When a silicon carbide cell optimised with one density functional is passed on to a hybrid functional, someone has to decide whether to keep the cell or relax it again. The choice matters wherever small strains matter, because a cell held at the wrong size puts strain into every later result. Here one wurtzite cell, taken from the r2SCAN functional, is given unchanged to five hybrids, and each reports the pressure it finds there. The answers run from a slight wish to expand to a strong wish to contract.

Ansatz 0.2.0, plane-wave density functional theory with PAW potentials and hybrid functionals, for wurtzite SiC (4-atom cell) at the fixed r2SCAN geometry. All runs are spin-unpolarised with a 6x6x4 k mesh and fixed occupations. Pressure and stress are positive in compression; xx lies in the hexagonal plane and zz along the c axis.

```
functional  wave cutoff  pressure (GPa)  stress xx (GPa)  stress zz (GPa)
  DDH-PBE0       420 eV           0.700            0.900            0.400
     HSE06       420 eV          -1.200           -1.000           -1.500
   LC-wPBE       420 eV          -5.500           -5.400           -5.900
      PBE0       420 eV          -1.300           -1.200           -1.700
   r2SCAN0       500 eV          -3.200           -3.000           -3.400
```

A positive pressure means that the functional regards the cell as compressed and would let it grow; a negative one means that it would shrink the cell. Only DDH-PBE0 is positive, at 0.7 GPa. HSE06 and PBE0 follow close together on the negative side, r2SCAN0 lies clearly lower, and LC-wPBE is far below the rest at -5.5 GPa. Since the cell comes from another calculation, zero pressure marks agreement with r2SCAN and not with experiment. The stress of r2SCAN itself is not given, so this zero is unchecked.

The stress columns show what kind of change the functionals want. Stress xx acts within the hexagonal plane, where by symmetry it is the same in every direction, and stress zz acts along the c axis. From DDH-PBE0 to LC-wPBE, the in-plane and the axial stress both fall by a little more than 6 GPa. The disagreement is therefore about the size of the cell and hardly about its shape. That is natural in a crystal where every atom sits in a tetrahedron of nearly equal Si–C bonds: a functional that prefers shorter bonds pulls in all directions at once.

What separates these functionals is mainly the way they treat exchange, the lowering of the energy that comes from electrons of equal spin avoiding one another. Each electron is surrounded by an exchange hole, a region from which exactly one electron's worth of charge is absent. Exact exchange builds this hole from the actual orbitals. A semilocal functional such as PBE infers it from the density and its gradient at each point. A hybrid mixes the two.

The mixture affects bond lengths because PBE exchange lowers the energy where the density varies strongly. When bonds stretch, the density between the atoms thins out and its relative variation grows, so PBE gives stretching an extra reward. In solids this reward is known to be somewhat too large, and PBE cells generally come out too big. Exact exchange is computed from the orbitals and does not carry this excess. Replacing part of the PBE exchange by it should therefore remove part of the outward push and shrink the preferred cell.

DDH-PBE0 and PBE0 provide the cleanest comparison, since they have the same form and differ only in the fraction of exact exchange. PBE0 uses a quarter. DDH-PBE0 takes the inverse of the electronic dielectric constant, which for SiC is roughly 15 %. With the larger fraction the pressure drops by 2.0 GPa, in the direction that the argument requires. A hybrid of this form with a fraction between the two should give a pressure between theirs.

HSE06 and PBE0 differ in a less obvious way. Both use a quarter of exact exchange at short range, but HSE06 returns the long-range part to PBE, with a crossover at roughly 5 Å. That is well over twice the Si–C bond length of 1.9 Å, so the long-range part of the Coulomb interaction is almost constant across an exchange hole of about bond size. In a constant interaction only the total charge of the hole counts, and that is one electron in either description. Exchanging one description for the other then changes the energy by nearly the same amount at any cell volume, which is the likely reason why the two pressures agree to within a fifth of a gigapascal. The runs warn that the stresses are loosely converged, so the order of these two rows should not be given much weight.

The band gap behaves differently, and it shows that the long-range part has not simply vanished. Between HSE06 and PBE0 the gap widens by 0.72 eV while the pressure barely moves. In exact exchange a filled level is lowered by its own hole, whereas an empty level has no such hole, so even a constant interaction drives the two apart. HSE06 and DDH-PBE0 present the reverse case: their gaps agree to 0.02 eV, yet their pressures differ by 1.9 GPa. Although large gaps and low pressures tend to occur together in these five runs, the gap is thus no reliable guide to the size of the cell.

LC-wPBE is also called range-separated, but it divides the interaction the opposite way from HSE06. It uses semilocal exchange at short range and full exact exchange at long range, with the crossover usually set near 1.3 Å. Very close to an electron it therefore has less exact exchange than PBE0, but at the distance of a bond the share approaches four times that in PBE0. The long-range interaction now varies strongly within a single bond, so the shape of the hole matters. The larger share should strengthen the effect on the bonds, and the loss at the shortest distances should weaken it. The pressure lies 4.2 GPa below that of PBE0, which suggests that the larger share wins, but the two rows alone do not separate the two contributions.

The low pressure of LC-wPBE is a weak reason to shrink the cell. Its long-range exchange is not weakened by the screening that the other electrons of a solid provide. The result is a gap of 7.9 eV, where experiment gives roughly 3.3 eV. A wrong gap does not prove a wrong cell size, since the two need not move together. But the same unscreened exchange also enters the pressure, so this row should not settle the dimensions of the crystal without separate evidence.

The row that breaks any simple ordering by exact exchange is r2SCAN0. It contains the same quarter as PBE0, yet its pressure is almost 2 GPa lower. The likely reason is its semilocal parent. Besides the density and its gradient, r2SCAN uses the kinetic energy density of the orbitals, which lets it recognise a covalent bond, and it generally gives shorter bonds than PBE in such solids. In PBE0, exact exchange first has to offset the outward push of PBE; in r2SCAN0 it acts on a parent that already favours a smaller cell.

This comparison is less clean than the earlier ones, because r2SCAN0 was run with a larger plane-wave cutoff. A finite plane-wave basis adds a spurious stress that depends on the cutoff. Among the four rows with equal cutoff it should largely cancel in differences. It usually makes the pressure too negative, and less so at a larger cutoff, so it would more likely hide part of the step to r2SCAN0 than create it. No correction is given, and the size of the effect is not known here. The small negative pressures of HSE06 and PBE0 are therefore less secure than their distance from DDH-PBE0.

For the decision about the cell, pressure has to be turned into length. A cell released from a small pressure P changes its volume by a fraction equal to P divided by the bulk modulus B, the resistance to uniform compression. The volume goes as the cube of an edge a, so the relative change of the edge is a third of that:

Δa/a ≈ P / (3B)

SiC is stiff, with B roughly 220 GPa. For LC-wPBE this gives

Δa/a ≈ -5.5 / (3 × 220) ≈ -0.008

or edges about 0.8 % shorter than in the cell supplied. The printed output after this text lists the same estimate for every row.

The estimate uses one stiffness for all five functionals and lets the cell shrink evenly. It has not been checked against relaxed cells, and it fails in one visible detail: the axial stress is lower than the in-plane stress by 0.4 to 0.5 GPa in every row. For DDH-PBE0, HSE06 and PBE0 that is a sizeable part of the whole pressure, so their c axis should end up somewhat shorter than the uniform formula says. For LC-wPBE it is a small correction.

HSE06 and PBE0 would both shorten the edges by about 0.2 %, so a cell relaxed with one of them can serve the other at this level of precision. For r2SCAN0 and LC-wPBE the estimated contractions of the cell supplied are larger, about 0.5 % and 0.8 %. With r2SCAN0 the cell should be relaxed again if the later work depends on bond lengths or strain. With LC-wPBE the large estimate is first of all a warning, and the cell is better taken from a source that has been tested for this crystal. The shared name "hybrid" does not decide the matter; what counts is how much exact exchange acts within a bond length, and which semilocal functional it is mixed with.

The analysis program printed:

```
Pressure and what it implies:
       row  pressure_GPa  xx_minus_zz_GPa  rough_edge_change_percent  gap_eV
  DDH-PBE0           0.7              0.5                     0.1061    3.18
     HSE06          -1.2              0.5                    -0.1818    3.16
   LC-wPBE          -5.5              0.5                    -0.8333    7.94
      PBE0          -1.3              0.5                     -0.197   3.885
   r2SCAN0          -3.2              0.4                    -0.4848   4.114
Spread of pressure over the five functionals (GPa): 6.2
Pressure of PBE0 less DDH-PBE0 (GPa): -2
Pressure of PBE0 less HSE06 (GPa): -0.1
Pressure of r2SCAN0 less PBE0 (GPa): -1.9
Pressure of LC-wPBE less PBE0 (GPa): -4.2
In-plane stress of LC-wPBE less DDH-PBE0 (GPa): -6.3
Axial stress of LC-wPBE less DDH-PBE0 (GPa): -6.3
Gap of PBE0 less HSE06 (eV): 0.7242
Gap of DDH-PBE0 less HSE06 (eV): 0.02009
Pressure of DDH-PBE0 less HSE06 (GPa): 1.9
Spread of rough edge change over the functionals (percent): 0.9394
```
